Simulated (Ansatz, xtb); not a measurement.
Ligand exchange: Cd(CH3)Br + SiH3(CH3) → Cd(CH3)2 + SiH3Br

Gas-phase species: Cd(CH3)Br, singlet; SiH3(CH3) (methylsilane), singlet; Cd(CH3)2 (dimethylcadmium), singlet; SiH3Br `[SiH3]Br`, singlet. The partners trade Br for CH3: Cd–Br and Si–CH3 bonds give way to Cd–CH3 and Si–Br.

Shapes, held fixed at every level: PBE0-D4/def2-TZVP. Programs: Ansatz 0.2.0, xtb 6.7.1. Electronic energies: no zero-point or thermal term.

Task: Estimate ΔE of this reaction.

Result: The highest level, CCSD(T)/def2-TZVPP, gives ΔE = +84.3 kJ/mol; the levels span +26.4 to +101.6. GFN1-xTB strays far from the other rows. The column of differences is taken from that level and isn't an error. No measured value is set beside it here. For atoms past krypton def2 sets carry core potentials with scalar relativity. Relativity is left out for Br. Outer-core shells of Br, Cd are correlated, in sets that cover them unevenly.

| level | kind | ΔE (kJ/mol) | less CCSD(T)/def2-TZVPP |
| --- | --- | --- | --- |
| GFN1-xTB | semi-empirical | +26.4 | -57.9 |
| r2SCAN-D4/def2-TZVPP | meta-GGA | +90.9 | +6.6 |
| BHLYP-D4/def2-TZVPP | global hybrid | +101.6 | +17.3 |
| r2SCAN0-D4/def2-TZVPP | global hybrid | +95.6 | +11.3 |
| wB97X-V/def2-TZVPP | range-separated hybrid | +93.3 | +9.0 |
| B2PLYP/def2-TZVPP | double hybrid | +89.3 | +5.0 |
| MP2/def2-TZVPP | perturbation theory | +77.2 | -7.1 |
| CCSD/def2-TZVPP | coupled cluster or CI | +88.6 | +4.3 |
| CCSD(T)/def2-TZVPP | coupled cluster or CI | +84.3 | 0.0 |

The exchange is clearly uphill in electronic energy: every level puts bromine on cadmium and methyl on silicon, and CCSD(T) sets the cost at +84.3 kJ/mol. What counts is how much more strongly each centre binds bromide than methyl. Cadmium is the more electropositive metal, and its diffuse 5s/5p orbitals make only a weak covalent bond to carbon, so it gains much from a polar Cd–Br bond. Silicon binds carbon well through compact, better-matched orbitals, and the strong Si–Br bond formed doesn't make up for the loss at cadmium. Read backwards, the reaction is the downhill methylation of a bromosilane by dimethylcadmium, in keeping with the use of organocadmium compounds as alkyl donors.

The direction is secure, and the density functionals and wavefunction methods also agree on the rough size. GFN1-xTB gets only the sign right, probably because its parameters balance the cadmium and silicon bonds poorly. A favourable reverse reaction needn't be a fast one, since no barrier was computed.
